The naive repair for a band gap that comes out too small is to lift every empty level by one fixed amount. The filled levels stay where they are, the bands keep their shapes, and a single number corrects the whole material. This is the rigid or "scissors" shift. It would be exact if the error of the starting PBE calculation depended only on whether a level is filled or empty.

One-shot G0W0 on PBE with Ansatz 0.2.0 (plane-wave PAW, no spin polarisation) for GaN, space group P6_3mc, 4 atoms in the cell, relaxed with r2SCAN. Wave cutoff 420 eV, screening cutoff 140 eV, 171 empty bands, k mesh 6×6×4. Kohn–Sham and quasiparticle levels are each counted from their own valence top.

| band | b (fraction of the reciprocal vector) | c (fraction of the reciprocal vector) | kohn sham level (eV) | quasiparticle level (eV) | exchange less vxc (eV) | correlation (eV) | renormalisation |
| --- | --- | --- | --- | --- | --- | --- | --- |
| v2 | 0 | 0 | 0.000 | 0.000 | -3.649 | 3.044 | 0.77100 |
| v1 | 0 | 0 | 0.000 | 0.000 | -3.649 | 3.044 | 0.77100 |
| c1 | 0 | 0 | 1.933 | 3.080 | 4.249 | -3.707 | 0.80500 |
| c2 | 0 | 0 | 4.279 | 5.536 | 5.122 | -4.470 | 0.81100 |
| v2 | 0 | 0.25 | -0.159 | -0.179 | -3.713 | 3.088 | 0.77000 |
| v1 | 0 | 0.25 | -0.159 | -0.179 | -3.713 | 3.088 | 0.77000 |
| c1 | 0 | 0.25 | 3.132 | 4.335 | 4.308 | -3.710 | 0.79600 |
| c2 | 0 | 0.25 | 4.385 | 5.656 | 5.162 | -4.496 | 0.80800 |
| v2 | 0 | -0.5 | -0.532 | -0.594 | -3.842 | 3.174 | 0.77000 |
| v1 | 0 | -0.5 | -0.532 | -0.594 | -3.842 | 3.174 | 0.77000 |
| c1 | 0 | -0.5 | 4.270 | 5.565 | 5.048 | -4.359 | 0.79700 |
| c2 | 0 | -0.5 | 4.270 | 5.565 | 5.048 | -4.359 | 0.79700 |
| v2 | 0.1667 | 0 | -0.324 | -0.350 | -3.677 | 3.045 | 0.77000 |
| v1 | 0.1667 | 0 | -0.244 | -0.270 | -3.732 | 3.100 | 0.77000 |
| c1 | 0.1667 | 0 | 3.451 | 4.679 | 4.443 | -3.820 | 0.79500 |
| c2 | 0.1667 | 0 | 5.560 | 6.924 | 5.460 | -4.702 | 0.80000 |
| v2 | 0.1667 | 0.25 | -0.707 | -0.785 | -3.832 | 3.149 | 0.76900 |
| v1 | 0.1667 | 0.25 | -0.453 | -0.506 | -3.804 | 3.146 | 0.77000 |
| c1 | 0.1667 | 0.25 | 4.032 | 5.292 | 4.723 | -4.068 | 0.79300 |
| c2 | 0.1667 | 0.25 | 5.629 | 7.007 | 5.528 | -4.755 | 0.79600 |
| v2 | 0.1667 | -0.5 | -0.930 | -1.036 | -3.954 | 3.243 | 0.76800 |
| v1 | 0.1667 | -0.5 | -0.930 | -1.036 | -3.954 | 3.243 | 0.76800 |
| c1 | 0.1667 | -0.5 | 5.173 | 6.511 | 5.305 | -4.571 | 0.78900 |
| c2 | 0.1667 | -0.5 | 5.173 | 6.511 | 5.305 | -4.571 | 0.78900 |

Here v1 and v2 are the two highest filled bands, c1 and c2 the two lowest empty ones, and b and c fix the electron's wavevector; the zone centre Γ has both equal to zero. The Kohn–Sham level comes from PBE and the quasiparticle level from G0W0, so their difference is the correction, counted from the valence top. On the run's own energy scale that top itself falls by 0.605 eV, the sum of its exchange and correlation columns. The correction is 1.15 eV at the conduction edge and reaches 1.38 eV higher up, while the filled levels sink by up to 0.11 eV. The shift is therefore mostly rigid, with a stretch on top.

The jump between filled and empty levels and the stretch of the empty ones can be understood from two limiting cases, and the first is an isolated atom. An electron in a filled state takes part in the exchange sum, and its own term there cancels the spurious repulsion of the electron by itself. An empty state has no such term. A local potential like that of PBE acts on both states alike, so it leaves the filled one too high compared with the empty one. The column "exchange less vxc", exact exchange minus the PBE exchange–correlation potential, shows this divide in the solid: it jumps from −3.65 eV at the valence top to +4.25 eV at the conduction edge.

The second limit is a uniform electron gas, where there is no gap and hence no jump. Exchange still depends on the state, because it weakens as an electron moves faster: the product of its wave with those of the filled states then oscillates rapidly, and such finely alternating charge has little Coulomb energy. The local potential is the same for slow and fast electrons. Exact exchange therefore spreads the levels apart more than a local potential does. In the empty bands of GaN the column does rise with the Kohn–Sham level in every row, though unevenly, since real states differ in shape as well as in speed. Exchange itself need not weaken at each step. From the conduction edge to c1 at b = 0, c = 0.25 it deepens by 0.67 eV, but the PBE potential felt by the state deepens by 0.73 eV, so the difference still rises.

If exchange acted alone, the gap would grow by almost 8 eV. The other electrons prevent this by rearranging around any added charge and weakening its field. That response is in the correlation column, which has the opposite sign to exchange less vxc in every row and cancels most of it. The correction is what survives of two large, opposed terms.

The simplest estimate of the survivor uses the dielectric constant $\varepsilon$, the factor by which the electrons weaken a slowly varying field. Suppose that screening leaves the fraction $1/\varepsilon$ of the exchange difference and that PBE describes the rest well enough. With $X$ for exchange less vxc, the correction measured from the valence top is

$$\Delta \approx \frac{X - X_{\text{top}}}{\varepsilon}.$$

Without screening, $\varepsilon = 1$ and the full exchange difference remains; with perfect screening the correction vanishes and the PBE levels stand. A hybrid functional that replaces the fraction $1/\varepsilon$ of PBE exchange by exact exchange rests on the same idea.

For the conduction edge, $X - X_{\text{top}} = 4.249 + 3.649 = 7.898$ eV. The same calculation gives $\varepsilon = 5.97$, so $\Delta \approx 7.898/5.97 = 1.32$ eV. The G0W0 correction is 1.15 eV, which makes the estimate about 15 % too large. No constant was adjusted to this row or to any other. The result is sensitive because it is a small remainder: taking back 85 % of the exchange difference instead of 83 % is enough to account for the error.

The estimate is better at the stretch of the empty bands than at their overall height. It lies too high by 0.16 eV on average, yet it spreads their corrections over 0.21 eV, against 0.23 eV in G0W0. The growth up the empty bands can thus be read as the exchange trend, reduced by screening to less than a fifth of its size. The match is partly fortuitous, though, because the estimate ignores that correlation depends on the energy at which it is taken. If correlation were taken at the PBE level instead of the corrected one, which the renormalisation column lets one estimate, the G0W0 corrections would spread over 0.30 eV. Since the screening was computed in the same run, this agreement shows that the picture is economical; it is not an independent test of G0W0.

For the deepest listed filled level the same estimate gives only half of the sinking, and for some other filled levels less. Between the valence top and that deepest level, correlation takes back about 65 % of the change in exchange less vxc, compared with 82 % across the empty bands, so one dielectric constant can't serve both. Nor does the electron-gas picture carry over to the filled levels. From the valence top to v1 at b = 0, c = −0.5, exchange weakens by 0.47 eV although the level lies deeper. The column falls only because the PBE potential weakens by more, 0.66 eV. This suggests that the lower state sits where the electron density is smaller, so its shape counts for more than its speed.

For everyday use, a straight line in the Kohn–Sham level describes the stretch more closely. It was fitted to the filled and empty levels with separate slopes, counting levels that symmetry makes equal only once; the output below gives its quality. An empty level 1 eV higher gains about 0.06 eV, and a filled level 1 eV deeper sinks by about 0.11 eV. A neighbouring wavevector in these bands can be estimated in this way, because what remains after exchange and correlation cancel changes little between states close in energy, even where each of the two changes more.

The irregular rows show where energy is an incomplete guide. In PBE, c2 at Γ lies 9 meV above the pair of empty levels at b = 0, c = −0.5; in G0W0 it lies 29 meV below them. Exchange alone would have widened the original spacing by 74 meV, but correlation pulls the Γ level down by 111 meV relative to the pair. The two states are almost equal in energy and still screened differently. The reversal is so small, however, that more bands or a higher screening cutoff might undo it.

The filled levels at b = 0.1667, c = 0 show the opposite case. They lie 80 meV apart in PBE and remain so in G0W0, although a stretch by energy should have moved them slightly further apart. Exchange draws the two together by 55 meV, and correlation pushes them apart by the same amount. Spin–orbit coupling, which the calculation leaves out, would slightly split v1 and v2 at Γ, which are equal in the table.

For optical work the stretch counts twice, since a transition feels both of its ends. Between v1 and c1 at b = 0.1667, c = −0.5, the level spacing grows by $1.338 + 0.106 = 1.44$ eV, about 0.3 eV more than the gap does. A rigid shift matched to the gap would place this transition too low by that amount. The gap of 3.08 eV is itself probably low, as G0W0 runs at such finite settings typically fall 6 to 9 % short of their basis limit. The PBE start tends to lower it further, because its own gap is too small and the screening computed from it is therefore too strong.

Numerical output:

```
fit of shift on 18 rows (once > 0): coefficient of isc 1.134 +/- 0.0075, coefficient of above 0.06242 +/- 0.003, coefficient of below 0.1119 +/- 0.0072; rms 0.00938, worst c2 0.023, leave-one-out rms 0.0122
  rows outside the fit (model, value, miss): v2 0, 0, 0; v2 -0.0178, -0.02, 0.0022; v2 -0.05955, -0.062, 0.00245; c2 1.279, 1.295, -0.0156; v2 -0.1041, -0.106, 0.0019; c2 1.336, 1.338, -0.0022
Corrections of the conduction levels from the valence top, in table order, partners once (eV): c1 1.147, c2 1.257, c1 1.203, c2 1.271, c1 1.295, c1 1.228, c2 1.364, c1 1.26, c2 1.378, c1 1.338
Correction at the conduction edge, that is of the gap (eV): 1.147
Range of the conduction corrections (eV): 0.231
Correction of the deepest listed valence level (eV): -0.106
Step of exchange less vxc from valence top to conduction edge (eV): 7.898
Step of correlation from valence top to conduction edge (eV): -6.751
Share of the exchange rise within the conduction bands taken back by correlation: 0.8194
Share of the exchange fall within the valence bands taken back by correlation: 0.6525
Share taken back in the simple model, 1 less 1/dielectric constant: 0.8326
Screened-exchange model, correction at the conduction edge (eV): 1.322
Screened-exchange model, range of the conduction corrections (eV): 0.2141
Screened-exchange model, mean excess over the conduction corrections (eV): 0.163
Screened-exchange model, correction of the deepest valence level (eV): -0.05106
Screened-exchange model, scatter in the conduction bands about its mean excess (eV): 0.02816
Linear stretch, rms miss in the conduction bands (eV): 0.01207
Range of the conduction corrections with the renormalisation divided out (eV): 0.2978
c2 at Gamma less pair at (0, -0.5), PBE (meV): 9
c2 at Gamma less pair at (0, -0.5), G0W0 (meV): -29
c2 at Gamma less pair at (0, -0.5), exchange less vxc (eV): 0.074
c2 at Gamma less pair at (0, -0.5), correlation (eV): -0.111
v1 and v2 at (0.1667, 0), difference in exchange less vxc (eV): 0.055
v1 and v2 at (0.1667, 0), difference in correlation (eV): 0.055
```
